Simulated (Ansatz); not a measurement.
Ligand exchange: C2H5BrMg + C2H3ClF2 → C3H8Mg + CBrClF2

Species: C2H5BrMg `C[CH2][Mg][Br]`, singlet; C2H3ClF2 `CC(F)(F)Cl`, singlet; C3H8Mg `C[CH2][Mg][CH3]`, singlet; CBrClF2 `FC(F)(Cl)Br`, singlet. The partners trade Br for CH3: Mg–Br and C–CH3 bonds give way to Mg–CH3 and C–Br.

Shapes, held fixed at every level: PBE0-D4/def2-TZVP. Programs: Ansatz 0.2.0. Electronic energies: no zero-point or thermal term.

```csv
level,kind,ΔE (kJ/mol),less CCSD(T)/def2-TZVPP,CPU time (sum over the molecules)
HF/def2-SVP,Hartree–Fock,+363.8,+65.1,–
HF/def2-TZVPP,Hartree–Fock,+348.7,+50.0,–
PBE-D4/def2-TZVPP,GGA,+276.2,-22.5,27 s
r2SCAN0-D4/def2-TZVPP,global hybrid,+311.3,+12.6,50 s
B2PLYP/def2-TZVPP,double hybrid,+300.0,+1.3,58 s
CCSD(T)/def2-SVP,coupled cluster or CI,+325.5,+26.8,55 s
CCSD(T)/def2-TZVPP,coupled cluster or CI,+298.7,0.0,15 min
```

The highest level, CCSD(T)/def2-TZVPP, gives ΔE = +298.7 kJ/mol; the levels span +276.2 to +363.8. The column of differences is taken from that level and isn't an error. No measured value is set beside it here. Relativity is left out for Br unless named. Correlated rows may include outer-core shells of Br, Mg, which these sets cover unevenly. Times are processor times on shared x86 and Arm servers, and rough.

The exchange is strongly uphill at every level, so its direction doesn't depend on the treatment of correlation. Both bonds given up are strong: Mg–Br draws much of its strength from the large electronegativity difference between metal and halogen, and C–CH3 is a robust covalent bond. In return come a less ionic Mg–C bond and a weak C–Br bond, whose diffuse bromine orbital overlaps poorly with carbon. Read backwards, the reaction shows the familiar driving force of organomagnesium coupling, in which a carbon–carbon bond and a magnesium halide form together.

Although the number of bonds is conserved, their types are not, and Hartree–Fock puts the cost too high relative to coupled cluster, probably because correlation favours the halogen-crowded product. B2PLYP lies only +1.3 kJ/mol from the reference, but coupled cluster itself shifts far more than that between the two basis sets, so the match doesn't establish accuracy at that scale. The energies also leave open the barrier to the downhill coupling.
